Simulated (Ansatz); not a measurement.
**Ligand exchange: B(CH3)2F + Cd(CH3)(SH) → B(CH3)2(SH) + Cd(CH3)F**

Species: B(CH3)2F, singlet; Cd(CH3)(SH), singlet; B(CH3)2(SH), singlet; Cd(CH3)F, singlet. The partners trade F for SH: B–F and Cd–SH bonds give way to B–SH and Cd–F.

Shapes, held fixed at every level: PBE0-D4/def2-TZVP. Programs: Ansatz 0.2.0. Electronic energies: no zero-point or thermal term.

| level | kind | ΔE (kJ/mol) | less CCSD(T)/def2-TZVPP |
| --- | --- | --- | --- |
| HF/def2-SVP | Hartree–Fock | +128.5 | +23.8 |
| B3LYP-D4/def2-TZVPP | global hybrid | +99.3 | -5.4 |
| wB97M-V/def2-TZVPP | range-separated hybrid | +105.4 | +0.7 |
| wB97X-V/def2-TZVPP | range-separated hybrid | +99.6 | -5.1 |
| B2PLYP/def2-TZVPP | double hybrid | +103.5 | -1.2 |
| MP2/def2-TZVPP | perturbation theory | +105.1 | +0.4 |
| CCSD/def2-TZVPP | coupled cluster or CI | +107.9 | +3.2 |
| CCSD(T)/def2-TZVPP | coupled cluster or CI | +104.7 | 0.0 |

The highest level, CCSD(T)/def2-TZVPP, gives ΔE = +104.7 kJ/mol; the levels span +99.3 to +128.5. The column of differences is taken from that level and isn't an error. No measured value is set beside it here. For atoms past krypton def2 sets carry core potentials with scalar relativity. Outer-core shells of Cd are correlated in most correlated rows, in sets that cover them unevenly.

The exchange is strongly uphill at every level, +104.7 kJ/mol at CCSD(T), so fluoride belongs on boron and thiolate on cadmium. This is the familiar hard–soft preference. The B–F bond combines a large electronegativity difference with donation from a compact fluorine 2p lone pair into the empty boron 2p orbital. Sulfur's more diffuse 3p lone pair can also donate, but the B–S bond is less polar and weaker overall. Cadmium, larger and more polarizable, gains much less from exchanging sulfur for fluorine, so Cd–F formation cannot repay the loss of B–F.

The correlated wavefunction and density-functional results lie close together, and the direction of exchange doesn't depend on the choice among them. Hartree–Fock stands well above the rest, but it also has the smallest basis, so its excess can't be assigned to missing correlation alone. The preference applies to isolated molecules; in a condensed phase, fluoride bridging between cadmium centres would probably stabilize the products and reduce the energy cost.
